Potassium valence levels: why the correlation shift and the quantum defect depend on l

The orbital momentum l decides how close the valence electron comes to the K⁺ core, and that orders the table. The f electron stays outside, and its correlation shift is core polarisation with nothing fitted. The s and p electrons pass through the core, and their defects fall with n. The d electron turns back at the edge of the core and gives the irregular rows.

K (Z = 19), one electron outside a closed [Ne] 3s2 3p6 core, computed with B-spline many-body code 1: frozen-core Dirac-Hartree-Fock (DHF), no-pair Dirac-Coulomb, nuclear rms radius 3.4349 fm. Each shift is relative to the DHF removal energy; the Brueckner second order and screened shifts use Brueckner orbitals from a second-order and an RPA-screened correlation potential.

```
state  removal energy, DHF (cm⁻¹)  second order shift (cm⁻¹)  Brueckner second order shift (cm⁻¹)  screened shift (cm⁻¹)  breit shift (cm⁻¹)  QED shift (cm⁻¹)  mean radius (bohr)  quantum defect
4s1/2                     32370.5                     2735.7                               3011.8                 2656.1              -2.249            -4.125               4.942           2.230
5s1/2                     13407.1                      628.3                                653.8                  572.5             -0.6416            -1.063               11.94           2.198
6s1/2                      7338.2                      240.8                                246.8                  214.9                 n/a               n/a               21.92           2.188
4p1/2                     21006.5                     1015.3                               1117.0                 1024.4              -2.629            0.2861               6.781           1.768
5p1/2                     10012.1                      305.3                                326.1                  297.4             -0.9098           0.09848               15.19           1.737
6p1/2                      5881.5                      132.8                                140.4                  127.4                 n/a               n/a               26.57           1.727
4p3/2                     20959.4                     1003.1                               1102.7                 1011.3             -0.9083            0.1632               6.803           1.765
5p3/2                      9995.9                      302.1                                322.5                  294.1             -0.3184           0.05639               15.22           1.734
6p3/2                      5874.1                      131.5                                139.0                  126.1                 n/a               n/a               26.61           1.723
3d3/2                     12744.3                      613.1                                833.9                  773.6              0.9480           0.05752               8.559          0.1509
4d3/2                      7205.3                      340.8                                472.5                  433.4              0.6265           0.04217               17.93          0.2099
5d3/2                      4595.8                      192.1                                263.4                  240.5                 n/a               n/a               30.51          0.2366
3d5/2                     12747.0                      613.1                                832.7                  773.1               1.031           0.05940               8.557          0.1512
4d5/2                      7206.9                      340.7                                471.4                  432.7              0.6934           0.04317               17.93          0.2102
5d5/2                      4596.7                      191.9                                262.7                  240.0                 n/a               n/a               30.51          0.2368
4f5/2                      6859.2                       22.6                                 23.0                   22.2                 n/a               n/a               17.90        0.006628
5f5/2                      4390.0                       13.0                                 13.3                   12.8                 n/a               n/a               31.37        0.007573
6f5/2                      3048.6                        7.9                                  8.1                    7.8                 n/a               n/a               47.84        0.008051
4f7/2                      6859.2                       22.6                                 23.0                   22.2                 n/a               n/a               17.90        0.006627
5f7/2                      4390.0                       13.0                                 13.3                   12.8                 n/a               n/a               31.37        0.007574
6f7/2                      3048.6                        7.9                                  8.1                    7.8                 n/a               n/a               47.84        0.008051
```

Reading the columns. The second order, Brueckner second order and screened shifts are three alternative estimates of the correlation added to the DHF removal energy. The final removal energy E is DHF plus the screened shift plus, where given, the small Breit and QED terms (n/a means not computed, not zero). It defines the quantum defect δ and the effective number n* through the Rydberg constant R:

E = R/n*², n* = n − δ, dE = 2R dδ/n*³

A shift that adds the same dδ to every member of a series falls as n*⁻³. Power laws fitted to the screened shifts of the three lower-j rows of each series give exponents 3.40 (s), 3.28 (p), 2.28 (d) and 2.58 (f), so the gain in δ shrinks with n for s and p and grows for d and f. The printed output after this text has the values row by row.

The f rows. The simple system is a hydrogen atom whose proton is replaced by a small conducting ball of charge +1. In atomic units the electron's field 1/r² induces a dipole α/r² in the ball, which attracts the electron with V = −α/(2r⁴). The core polarisability of the same calculation, α = 5.458 bohr³, corresponds to a ball of radius α^(1/3) = 1.76 bohr. The analogy holds only while the electron stays well outside and the core follows it instantly. With hydrogenic orbitals,

shift = (α/2)⟨r⁻⁴⟩
⟨r⁻⁴⟩ = [3n² − l(l+1)] / [2n⁵ (l+3/2)(l+1)(l+1/2) l (l−1/2)]

For 4f, DHF lies only 0.6 cm⁻¹ above hydrogen, so R/16 = 6858.6 cm⁻¹ and one hartree, 2R, is 32 × 6858.6 = 219475 cm⁻¹. Then

⟨r⁻⁴⟩ = 36/(2 × 1024 × 4.5 × 4 × 3.5 × 3 × 2.5) = 3.720 × 10⁻⁵
shift = 2.729 × 3.720 × 10⁻⁵ × 219475 = 22.3 cm⁻¹

against a screened 22.2. No row was fitted, and 5f and 6f agree with the model within the rounding of the table. The closeness is partly luck: the model is first order in a fixed orbital, while orbital relaxation alone moves 4f from 22.6 to 23.0, so the agreement is meaningful to a few per cent. Since −α/(2r⁴) is the long-range form of the correlation potential, the match identifies the shift rather than testing the calculation. Adding the static quadrupole term spoils it (23.7 for 4f). Theory expects the core's lag behind the moving electron to give a repulsive term of the same r⁻⁶ form; that it cancels the quadrupole here is inferred and untested.

The formula also gives the drift. Since δ = n³ × shift in hartree, δ is proportional to 1 − l(l+1)/(3n²) and rises with n. The inner turning point of the Coulomb plus centrifugal potential moves inward, from 8.0 bohr (4f) to 6.6 (6f), where the pull is stronger. A Ritz form δ0 + δ2/n*², fitted to three rows per series, gives δ2/δ0 = −4.45 for f against the predicted −4. With two constants on three points, and a misfit larger than the rounding of δ, δ0 is not a secure series limit.

The s and p rows. The turning points lie at 0 and about 1.1 bohr, inside the K⁺ radius (roughly 2.6 bohr, a recalled value). The ball model fails: it diverges for s and gives 17500 cm⁻¹ for 4p against 1024. The defect is now the extra phase gathered where the nucleus is unscreened. With local wave numbers k and k0 with and without the extra attraction ΔV, k − k0 = 2ΔV/(k + k0), which shrinks as the energy rises. This argues for a defect falling with n, as from 2.230 to 2.188 for s. The DHF defects already fall (δ2 = +0.114, against +0.168 finally), so correlation steepens the drift without setting its sign. The p doublets agree with deep penetration: the Landé formula needs an inner charge of about 15, not 1.

The d rows. The Coulomb turning points, 3.9 to 3.2 bohr, lie just beyond the core, and further in is a region of strong attraction; the barrier between them is a picture, not computed here, and exchange lowers it. DHF alone binds 3d 551 cm⁻¹ more than hydrogen, mostly through exchange with the core, and its defect already rises with n. The screened shift is 2.2 to 2.7 times the dipole model. For 3d the model with the quadrupole term gives 571, short of the relaxed 774 but near the unrelaxed second order 613.1; that nearness proves little, since the orbital is not hydrogenic near the core and the f rows suggest the quadrupole term is cancelled. The gain in δ, 0.085 to 0.123, exceeds that of every s and p row. Letting the orbital relax in the correlation potential raises the second-order shift by 36 to 39% for d3/2, against about 10% or less for s, p and f. Theory reads this as feedback: added attraction draws amplitude through the barrier to where the attraction is greater. The percentage is highest for 4d and lower again for 5d, which this picture does not by itself explain. The mean radius is compatible with that reading, since the Coulomb value [3n*² − l(l+1)]/2 is 7% above the computed 8.56 bohr for 3d, but it is weak evidence. Only the correlated orbital's radius is tabulated, so the gap cannot be divided between correlation and the attraction already present in DHF, and 4s and 4p deviate the other way (−4.9 and −4.6%).

The d doublets are inverted, with j = 5/2 more bound. For 3d the interval is −2.7 cm⁻¹ in DHF and −2.34 finally, where direct spin-orbit coupling is positive: +0.04 in a unit charge, and far more for the real orbital, whose inner tail feels the less screened nucleus, so the inverting effect is larger than the interval itself. Correlation therefore reduces the inversion and cannot be its cause. Theory ascribes it to exchange with the spin-orbit-split core p shells, which these numbers do not isolate. The f doublets are tiny, change sign along the series and lack Breit terms, so they should not be interpreted.

Accuracy, for 4s alone. Against the NIST ionisation energy, 35009.8 cm⁻¹, and with Breit and QED added in every case, DHF is 7.6% low, second order 90 cm⁻¹ high, Brueckner second order 366 high and the screened result 10 high. Relaxation adds binding and screening removes some, so plain second order gains from a partial cancellation. Breit plus QED (−6.4) and nuclear recoil, which the method omits (about −0.5), are smaller than the last error.

Neighbouring series. In sodium the smaller, stiffer core should give f shifts lower in proportion to α and a nearly hydrogenic d series; rubidium and caesium should go the other way. In Ca⁺, with the same core electrons and one more nuclear charge, 3d should lie further inside the barrier. Whether relaxation then raises the shift by more or less than the 36% found for 3d here is open: an orbital already inside has less amplitude left to draw in, and no Ca⁺ shifts were compared. The makers of the data report, from their tests on other systems and not from this run, that the method overbinds the d levels of Ca⁺ and its heavier analogues by most of a thousand cm⁻¹. That figure is not an error bar for K, whose d levels were not compared with experiment here. It is a reason not to carry the 4s agreement over to d states, and part of the large d shifts in the table could be an error of the method.

Output of the analysis:

```
state  n*DHF defectDHF defectfinal gain screened/DHF(%) Brueck/2nd scr/Brueck r_in(bohr; K+ ~2.6)
4s1/2 1.841 2.1588 2.2298 0.0710 8.21 1.101 0.882 0.00
5s1/2 2.861 2.1391 2.1981 0.0590 4.27 1.041 0.876 0.00
6s1/2 3.867 2.1329 2.1883 0.0554 2.93 1.025 0.871 0.00
4p1/2 2.286 1.7144 1.7681 0.0537 4.88 1.100 0.917 1.12
5p1/2 3.311 1.6893 1.7373 0.0480 2.97 1.068 0.912 1.05
6p1/2 4.319 1.6805 1.7265 0.0460 2.17 1.057 0.907 1.03
3d3/2 2.934 0.0656 0.1509 0.0853 6.07 1.360 0.928 3.87
4d3/2 3.903 0.0974 0.2099 0.1125 6.02 1.386 0.917 3.37
5d3/2 4.886 0.1135 0.2366 0.1230 5.23 1.371 0.913 3.22
4f5/2 4.000 0.0002 0.0066 0.0065 0.32 1.018 0.965 8.00
5f5/2 5.000 0.0003 0.0076 0.0073 0.29 1.023 0.962 6.97
6f5/2 6.000 0.0003 0.0080 0.0077 0.26 1.025 0.963 6.61
state  screened dipole scr/dipole dip+quad (cm-1, rounding 0.05) | <r> (3n*^2-l(l+1))/2 bohr, error(%)
4s1/2 2656.1 diverges - diverges | 4.94 4.70 -4.9
5s1/2 572.5 diverges - diverges | 11.94 11.78 -1.4
6s1/2 214.9 diverges - diverges | 21.92 21.79 -0.6
4p1/2 1024.4 17503.46 0.059 diverges | 6.78 6.47 -4.6
5p1/2 297.4 6200.41 0.048 diverges | 15.19 14.97 -1.5
6p1/2 127.4 2866.27 0.044 diverges | 26.57 26.39 -0.7
3d3/2 773.6 346.62 2.232 570.58 | 8.56 9.18 +7.2
4d3/2 433.4 166.73 2.599 299.89 | 17.93 18.55 +3.4
5d3/2 240.5 89.58 2.685 166.87 | 30.51 31.04 +1.7
4f5/2 22.2 22.28 0.996 23.67 | 17.90 17.92 +0.1
5f5/2 12.8 12.78 1.002 13.79 | 31.37 31.39 +0.1
6f5/2 7.8 7.83 0.997 8.51 | 47.84 47.86 +0.0
series: shift~n*^-k k | Ritz d0 d2 max resid (rounding) | d2/d0, dipole -l(l+1)/3 | d2 in DHF
s1/2: 3.40 | 2.1766 +0.1675 1.1e-04 (5e-04) | +0.08, - | +0.114
p1/2: 3.28 | 1.7111 +0.2829 6.2e-04 (5e-04) | +0.17, - | +0.247
d3/2: 2.28 | 0.2849 -1.0859 6.2e-04 (5e-05) | -3.81, -2.00 | -0.643
f5/2: 2.58 | 0.0092 -0.0410 1.5e-05 (5e-07) | -4.45, -4.00 | near rounding
max |recomputed - table defect| 4.6e-04; DHF - R/n^2 (cm-1): 3d 551.3 4d 346.7 5d 206.3 4f 0.6 5f 0.5 6f 0.3
4s NIST 35009.8, final 35020.2, Breit+QED -6.4, absent recoil about -0.5 cm-1
4s error with Breit+QED (cm-1): DHF -2645.7 (-7.56%), 2nd +90.0 (+0.26%), Brueck +366.1 (+1.05%), screened +10.4 (+0.03%)
second/first state of series, Breit QED n*^-3: s 0.29 0.26 0.25; p 0.35 0.34 0.32; d 0.66 0.73 0.42
size of omitted Breit+QED in defect, taking the n-1 defect shift: 6s1/2 -1.7e-04; 6p1/2 -1.3e-04; 5d3/2 +1.7e-04
doublet (cm-1): DHF screened Breit+QED parts | final | Lande with Zi=1 | Zi (Z=19)
4p: +47.1 +13.1 -1.60 | +58.63 | 0.2623 | 14.95
5p: +16.2 +3.3 -0.55 | +18.97 | 0.0840 | 15.03
6p: +7.4 +1.3 not given | +8.74 | 0.0374 | 15.29
3d: -2.7 +0.5 -0.08 | -2.34 | 0.0421 | inverted
4d: -1.6 +0.7 -0.07 | -1.04 | 0.0179 | inverted
5d: -0.9 +0.5 not given | -0.43 | 0.0090 | inverted
```
